An orbital energy $\varepsilon$ is an eigenvalue of the Hartree-Fock equations: the kinetic energy of one electron, its attraction to a nucleus of charge $Z$, and its averaged Coulomb and exchange interaction with the other electrons. Here it was computed without relativity for ten electrons in the closed shell $1s^2 2s^2 2p^6$, together with the mean radius $\langle r\rangle$ of each orbital and the electron-electron energy $V_{ee}$, which includes exchange. Up and down orbitals came out identical, so all rows are in the same state. The gap $\varepsilon(2p)-\varepsilon(1s)$ separates two occupied levels and is not an excitation energy.

The scales are worth remembering. From Ne to Ar$^{8+}$ the $1s$ level drops by about 90 hartree and the $2p$ level by about 15, so the core level drives the widening of the gap. $V_{ee}$ rises by about 9 hartree per added proton, because the same ten electrons are pulled closer together. The largest departure of the $2p$ level from the low-order model used below is of order 0.01 hartree.

Ten-electron atoms and ions from Ne to Ar⁸⁺ in the configuration [He] 2s² 2p⁶, computed with B-spline radial atomic code 1 using non-relativistic, spin-polarised Hartree-Fock. The all-electron atoms are spherical (average of configuration), with a point nucleus and at the basis-set limit. Orbital energies ε are eigenvalues; "up" and "down" denote spin.

```csv
species,Z,charge (e),energy (1s down) (hartree),energy (2p down) (hartree),mean radius (1s down) (bohr),mean radius (2p down) (bohr),ε(2p down) − ε(1s down) (hartree),electron electron energy (hartree)
Ne,10,0,-32.772,-0.85041,0.15763,0.96527,31.9220,54.039
Mg2+,12,2,-49.769,-3.0062,0.13060,0.68089,46.7625,72.290
Al3+,13,3,-59.791,-4.4722,0.12026,0.59603,55.3189,81.283
Si4+,14,4,-70.823,-6.1929,0.11142,0.53059,64.6298,90.229
P5+,15,5,-82.861,-8.1669,0.10379,0.47843,74.6942,99.142
S6+,16,6,-95.905,-10.393,0.097122,0.43580,85.5113,108.03
Cl7+,17,7,-109.95,-12.871,0.091258,0.40027,97.0806,116.90
Ar8+,18,8,-125.00,-15.601,0.086058,0.37017,109.4016,125.76
```

No row shows a kink. The large first step in the gap, 14.84 hartree, spans two units of $Z$, and per unit it continues the later steps. The curvature of the gap, the change of its step per unit $Z$, falls steadily from 0.7574 for the first three rows to 0.7517 hartree for the last three. A one-electron ion has the gap $3Z^2/8$ and hence the curvature 0.75.

The smoothness follows from a scaling argument. With lengths measured in units of $1/Z$ bohr and energies in $Z^2$ hartree, the kinetic and nuclear terms become those of hydrogen, and the repulsion is multiplied by $1/Z$. For a fixed configuration this strength is the only thing that changes from row to row, and expanding in it gives

$$\varepsilon_{nl} = -\frac{Z^2}{2n^2} + a_{nl}Z + b_{nl} + \frac{c_{nl}}{Z} + \dots, \qquad V_{ee} = E_1 Z + \text{const} + \dots$$

This form is built into the equations, so the table cannot confirm it as a law of nature. What the table shows is how fast the series settles.

The linear coefficients need no fit, being repulsion integrals over hydrogen orbitals. A $1s$ electron meets one partner, two $2s$ and six $2p$ electrons, and exchanges with those of its own spin, so $a_{1s} = F^0(1s,1s) + 2F^0(1s,2s) - G^0(1s,2s) + 6F^0(1s,2p) - G^1(1s,2p)$, where $F^k$ and $G^k$ are the direct and exchange Slater integrals. Numerical integration gives $a_{1s} = 2.4284$ and, by the same counting, $a_{2p} = 1.6365$ hartree, so the gap carries the term $-0.7919\,Z$. The sum over all pairs gives $E_1 = 8.771$ hartree.

Neon, the hardest case, serves as the worked estimate, and like every row it played no part in fixing the coefficients. The bare term is $3\cdot 10^2/8 = 37.50$ hartree and the linear term removes $0.7919\cdot 10 = 7.92$. That leaves 29.58 hartree against the computed 31.92.

The remainder, 2.34 hartree, is 7% of the Ne gap. It shrinks in every step to 2.16 hartree at Ar$^{8+}$, where it is 2% of the gap. A nearly constant remainder is what the term $b$ with a small $c/Z$ predicts, and adding a value in this range to the two unfitted terms gives the gap for a neighbouring ten-electron ion. The steps of $V_{ee}$ per unit $Z$ behave alike and descend towards $E_1$ from above in every interval.

A charged spherical shell explains why the $1s$ coefficient is so large. Inside such a shell the potential is constant and the field vanishes, so the eight $n=2$ electrons can raise the $1s$ energy while hardly changing the $1s$ orbital, and since their radius scales as $1/Z$ the shift grows as $Z$. They supply 1.803 of $a_{1s}$, against 0.625 from the $1s$ partner. The numbers bear the picture out: for Ne the screening read from the energy, $Z-\sqrt{-2\varepsilon}$, is 1.90, whereas that read from the size through the hydrogenic radius, $Z-1.5/\langle r\rangle$, is only 0.484.

The analogy holds only as far as the outer cloud stays outside. The size screening of $1s$ rises along the series to 0.570 at Ar$^{8+}$. The argument for this is that the outer electrons penetrate more as they close in, since the $2p$ radius shrinks to 0.383 of its Ne value and the $1s$ radius only to 0.546. The shell picture has no exchange, and it does not apply to $2p$ electrons, which share the same region with seven others.

A local test sizes the departures without a fit. After the $Z^2$ and $Z$ terms are removed, each row from Ne to P$^{5+}$ is predicted by the straight line in $1/Z$ through the rows at $Z+2$ and $Z+3$, and the miss is compared with the rounding carried through that line. For the gap the miss exceeds rounding in all five rows, keeps one sign, and grows from 0.0008 hartree at P$^{5+}$ to 0.0063 at Ne, which is 0.02% of the Ne gap. The misses in the $1s$ size screening, and those of $\varepsilon(2p)$ and $V_{ee}$ for Si$^{4+}$ and P$^{5+}$, lie within the rounding of the table. The longer values printed by the same runs show that they are real: for each quantity they keep one sign and grow steadily towards Ne.

Neon is furthest off, and in relative terms the departure sits in the $2p$ shell. Its $2p$ level lies 0.0127 hartree below the prediction, 1.5% of the eigenvalue, and its $V_{ee}$ lies 0.13 hartree below. The $2p$ size screening, $Z-5/\langle r\rangle$, is 0.045 above the line, which means that the orbital is larger than predicted. All three misses are well beyond rounding. The gap miss is positive because the $1s$ level lies lower still, by 0.019 hartree, a far smaller part of its eigenvalue.

If the remainders were parabolas in $1/Z$, the Ne miss would be 1.94 times that of Mg$^{2+}$. The ratios found are about 3 for the $2p$ energy, the gap and $V_{ee}$, and nearly 4 for the $2p$ size. Higher powers of $1/Z$ are therefore gaining weight. Since Ne continues the sign and direction of the ions, this is a curve steepening at its end, not a row out of line.

Theory names the cause as weak binding. Far from the nucleus a $2p$ electron sees the net charge $Z-9$, which is 9 for Ar$^{8+}$, 3 for Mg$^{2+}$ and only 1 for Ne, so the tail of the orbital swells faster than a low-order term in $1/Z$ can follow. A swollen shell repels itself less, and this accounts for the low $V_{ee}$ and, through the repulsion contained in the eigenvalue, for the low $\varepsilon(2p)$. Swelling also costs attraction to the nucleus, which works against the lowering of the eigenvalue. The signs of the misses agree with the repulsion winning, but the calculation does not isolate the links of this chain.

The same calculations show that $2p$ swells faster than $2s$, which penetrates the core and stays more tightly bound. The ratio of the $2s$ to the $2p$ mean radius falls in every step from 1.103 at Ar$^{8+}$ to 1.014 at Mg$^{2+}$. The self-repulsion agrees: in Ne the ratio $F^0(2s,2s)/F^0(2p,2p)$ is 1.055, against 0.828 for hydrogen orbitals.

A true break is expected where this swelling runs away, below $Z=10$, when $\varepsilon(2p)$ nears zero and ten electrons can no longer be held. Setting the expansion to zero with the remainder frozen gives $Z \approx 8.8$ with the Ne value and 9.1 with the Ar$^{8+}$ value. This extrapolation is not robust and places the limit only somewhere near one or two protons below neon. Towards high $Z$ the non-relativistic series converges ever better, and a break would require a change of configuration.

The smoothness belongs to eigenvalues at this level of theory, and what they omit outweighs the misses. For $2p$, $-\varepsilon$ exceeds the ionisation energy taken as a difference of total energies by 3.33 eV in Ne and 3.10 eV in Cl$^{7+}$, a relaxation roughly ten times the Ne miss, and a $1s$ hole is known to relax more. Correlation is absent throughout. Relativity scales with $(Z\alpha)^2$, where $\alpha$ is the fine-structure constant, and this factor grows from 0.0053 to 0.0173 along the series; it would split $2p$ by spin-orbit coupling and shift $1s$, so the gaps are not accurate transition energies.
